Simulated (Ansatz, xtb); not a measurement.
# Two isomers of C3H12Si2

Structure X is `C[SiH2][C@H](C)[SiH3]`, a singlet and structure Y is `CC[SiH2]C[SiH3]`, a singlet. Both are isolated molecules in the gas phase, relaxed with B3LYP/6-31G*; the shapes shown needn't be the lowest conformers.

X (Å):

```xyz
17

C    -2.2748    0.8747    1.8157
C    -1.0350    0.3449   -1.0508
C    -0.5632   -1.0992   -0.7462
Si   -2.5792    0.8249   -0.0501
Si    0.3827    1.5913   -0.8888
H    -1.5301    1.6324    2.0843
H    -3.2026    1.1150    2.3475
H    -1.9195   -0.0922    2.1900
H    -3.6535   -0.1715   -0.3417
H    -3.0677    2.1567   -0.5121
H    -1.3518    0.3966   -2.1047
H    -1.3701   -1.8271   -0.8982
H     0.2714   -1.3991   -1.3922
H    -0.2222   -1.2023    0.2910
H    -0.0640    2.9673   -1.2429
H     0.9110    1.6180    0.5046
H     1.5106    1.2196   -1.7906
```

Y (Å):

```yaml
atoms:
  - { symbol: C, position_ang: [-0.9397, 0.1508, -2.4073] }
  - { symbol: C, position_ang: [0.4641, 0.3496, -1.8076] }
  - { symbol: C, position_ang: [-0.4683, 0.0957, 1.2031] }
  - { symbol: Si, position_ang: [0.7377, -0.4992, -0.1336] }
  - { symbol: Si, position_ang: [-0.3834, 1.9290, 1.6476] }
  - { symbol: H, position_ang: [-1.0283, 0.6349, -3.3874] }
  - { symbol: H, position_ang: [-1.7179, 0.5776, -1.7633] }
  - { symbol: H, position_ang: [-1.1720, -0.9122, -2.5441] }
  - { symbol: H, position_ang: [1.2233, -0.0373, -2.5016] }
  - { symbol: H, position_ang: [0.6770, 1.4222, -1.7018] }
  - { symbol: H, position_ang: [0.5807, -1.9749, -0.3040] }
  - { symbol: H, position_ang: [2.1351, -0.2497, 0.3267] }
  - { symbol: H, position_ang: [-0.2789, -0.4875, 2.1149] }
  - { symbol: H, position_ang: [-1.4942, -0.1449, 0.8925] }
  - { symbol: H, position_ang: [-0.7227, 2.7777, 0.4711] }
  - { symbol: H, position_ang: [-1.3392, 2.2649, 2.7403] }
  - { symbol: H, position_ang: [0.9858, 2.2987, 2.1010] }
```

Quicker runs give these differences E(Y) − E(X): GFN2-xTB −0.77 kcal/mol; HF/STO-3G −1.91 kcal/mol (at GFN2-xTB geometries); r2SCAN-D4/def2-SVP −1.14 kcal/mol (at GFN2-xTB geometries).

Task: Estimate E(Y) − E(X) at the level CCSD(T)/def2-SVP + ΔMP2/def2-TZVPP.

Result: Too close to call at this level: CCSD(T)/def2-SVP + ΔMP2/def2-TZVPP gives E(Y) − E(X) = −0.87 kcal/mol.

How the difference moves with the method:

```csv
level,geometry,E(Y) − E(X) (kcal/mol),departure from the last row (kcal/mol),"job, with rough time for the two"
GFN2-xTB,GFN2-xTB,−0.77,+0.10,"optimisation, 0.22 s"
HF/STO-3G,GFN2-xTB,−1.91,−1.04,"single point, 0.36 s"
r2SCAN-D4/def2-SVP,GFN2-xTB,−1.14,−0.28,"single point, 2.7 s"
B3LYP/6-31G*,B3LYP/6-31G*,−1.60,−0.73,"optimisation, 36 s"
HF/def2-SVP,B3LYP/6-31G*,−2.20,−1.33,part of the CCSD(T) run
MP2/def2-SVP,B3LYP/6-31G*,−0.75,+0.11,part of the CCSD(T) run
CCSD(T)/def2-SVP,B3LYP/6-31G*,−0.91,−0.04,single point
CCSD(T)/def2-SVP + ΔMP2/def2-TZVPP,B3LYP/6-31G*,−0.87,,"single point, 36 s"
```

As drawn, both hold the same kinds of bond in the same numbers. Structure X has 2 methyl groups, Y 1.

The largest departure from CCSD(T)/def2-SVP + ΔMP2/def2-TZVPP is that of HF/def2-SVP, 1.33 kcal/mol. The last row adds to CCSD(T) the change of the MP2 difference between the two basis sets, here +0.04 kcal/mol.

With harmonic frequencies from B3LYP/6-31G* (ideal gas, rigid rotor, one conformer each, 298.15 K, 1 atm): on the last row, ΔE + ΔZPE = −0.56 kcal/mol. A mode under 50 cm⁻¹ makes harmonic enthalpies and free energies unreliable, so none is given.

The correlated steps freeze 13 core orbitals. Programs: Ansatz 0.2.0, xtb 6.7.1; the last row on 2 threads of AMD EPYC 9R45 96-Core Processor (Zen 5) on a shared host.

The two isomers are nearly isoenergetic, and the slight preference for Y is too small to establish an order. Near-balance is expected, since the change from X to Y keeps the bond types and only redistributes the substituents around carbon and silicon. Electron correlation has the clearest effect: in the same basis and at the same geometries, the difference shrinks from −2.20 kcal/mol with HF to −0.75 with MP2 and −0.91 with CCSD(T). Correlation thus favours X, whose branched carbon holds a methyl and two silyl groups close together. This suggests that medium-range attraction between those groups, absent from the mean-field description, offsets much of their steric repulsion, as in branched alkanes. The zero-point term also favours X, narrowing the gap further. The close agreement of GFN2-xTB with the final value is probably partly fortuitous for so small a difference. Nor does near-degeneracy imply easy interconversion, which would require breaking strong σ bonds; the product ratio in a synthesis may well be set by kinetics.
